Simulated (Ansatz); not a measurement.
# NbRh: the change of energy above lowest point with volume scale

Results calculated with Ansatz 0.2.0, not measured. Free energy against uniform scaling of the volume at fixed shape and fractions; periodic cell, basis, potentials, k mesh and filling as listed.

The cell before it is scaled or strained (space group P4/mmm, No. 123):
```
NbRh
1.0
      2.8420     0.0000     0.0000
      0.0000     2.8420     0.0000
      0.0000     0.0000     3.8090
Nb Rh
1 1
Direct
  0.00000 0.00000 0.00000
  0.50000 0.50000 0.50000
```

Settings of every row: functional PBEsol; dispersion D3(BJ)+ATM; potentials PAW; wave cutoff 500 eV; density cutoff 2000 eV; k mesh 8x8x6; k shift 0x0x0; occupations fermi dirac; smearing width 0.15 eV; spin none.

Limits: coarse k mesh, up to 40 meV an atom off.

| row | volume scale | V (Å³/atom) | energy above lowest point (meV/atom) |
| --- | --- | --- | --- |
| 1 | 0.94 | 14.46 | 16.1 |
| 2 | 0.96 | 14.767 | 2.6 |
| 3 | 0.98 | 15.075 | 0 |
| 4 | 1 | 15.383 | ? |
| 5 | 1.02 | 15.69 | 23.4 |
| 6 | 1.04 | 15.998 | 47.4 |
| 7 | 1.06 | 16.306 | 78.4 |

Question: what energy above lowest point should row 4 give?

Worked fit of energy above lowest point. Take u = (V_r/V)^(2/3) − 1 with V_r = 15.383 Å³ an atom, which is twice the finite (Eulerian) strain; such expansions in the strain, on which the Birch-Murnaghan equation of state is built, carry the rest volume and the bulk modulus. The shown rows have u = 0.04211, 0.02762, 0.01357, -0.01309, -0.0258, -0.0381. Least squares give energy above lowest point = 7.33 − 890.4 × u + 25830 × u² + 6269 × u³ meV/atom; a parabola predicts inner rows, each left out in turn, worse (root mean square 0.15 against 0.036 meV/atom). All shown rows lie on it to the printed digit. Its lowest point lies at u = 0.0171, or V = 15 Å³ an atom, and the curvature there gives the bulk modulus at fixed shape and fractions, B = (4/9)(1 + u)² E″(u)/V = 257 GPa. Letting shape and atoms relax would as a rule lower it, by much in layered, chain or molecular crystals. The withheld row has u = 0, so the fit gives 7.33 − 890.4 × (0) + 25830 × (0)² + 6269 × (0)³ = 7.3 meV/atom.

The calculation gave 7.3 meV/atom. The fit meets it to the printed digit.
